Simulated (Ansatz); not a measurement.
# Strength of the C–Sn bond: SnH3(CN) → SnH3 + CN

Species: SnH3(CN), singlet; SnH3 `[SnH3]`, doublet; CN, doublet. 

Shapes, held fixed at every level: PBE0-D4/def2-TZVP. Programs: Ansatz 0.2.0. The zero-point and thermal change to 298 K, harmonic and unscaled (PBE0-D4/def2-TZVP), is -10.3 kJ/mol.

```tsv
level	kind	ΔH(298 K) (kJ/mol)	CPU time (sum over the molecules)
HF/def2-TZVPP	Hartree–Fock	+344.5	–
r2SCAN-D4/def2-TZVPP	meta-GGA	+413.9	15 s
B3LYP-D4/def2-TZVPP	global hybrid	+426.3	10 s
PBE0-D4/def2-TZVPP	global hybrid	+433.4	7.2 s
r2SCAN0-D4/def2-TZVPP	global hybrid	+422.8	15 s
wB97X-V/def2-TZVPP	range-separated hybrid	+457.3	25 s
B2PLYP/def2-TZVPP	double hybrid	+430.2	14 s
```

B2PLYP/def2-TZVPP gives ΔH(298 K) = +430.2 kJ/mol; the levels span +344.5 to +457.3. The median of the levels is +426.3. Hartree–Fock misses the correlation of the pair that is broken and comes out low. No measured value is set beside it here. Spin contamination: CN (⟨S²⟩ up to 1.11). Open shells run unrestricted unless RO is named. For atoms past krypton def2 sets carry core potentials with scalar relativity. Correlated rows may include outer-core shells of Sn, which these sets cover unevenly. Times are processor times on shared x86 and Arm servers, and rough.

The density functionals all describe a strong Sn–C bond, with homolysis costing between +413.9 and +457.3 kJ/mol, well above what is usual for a bond between tin and an alkyl group. The cyanide carbon binds through a compact orbital rich in s character, and the electronegative CN group draws charge from the electropositive tin, adding a sizeable ionic contribution to the covalent bond. Homolysis gives up both. It also leaves CN as a σ radical, whose unpaired electron sits largely on carbon and gains little from delocalisation, so the fragment offers scant compensation for the lost bond.

Exact exchange alone does not order the results: adding it to r2SCAN raises the value, yet full Hartree–Fock exchange gives the lowest of all. The remaining spread probably reflects uneven treatment of the CN radical, whose near-degeneracy correlation has no close counterpart in the closed-shell parent. The double hybrid's place among the global hybrids is therefore no proof of convergence. The data support a strong bond, but not a value accurate to a few kJ/mol.
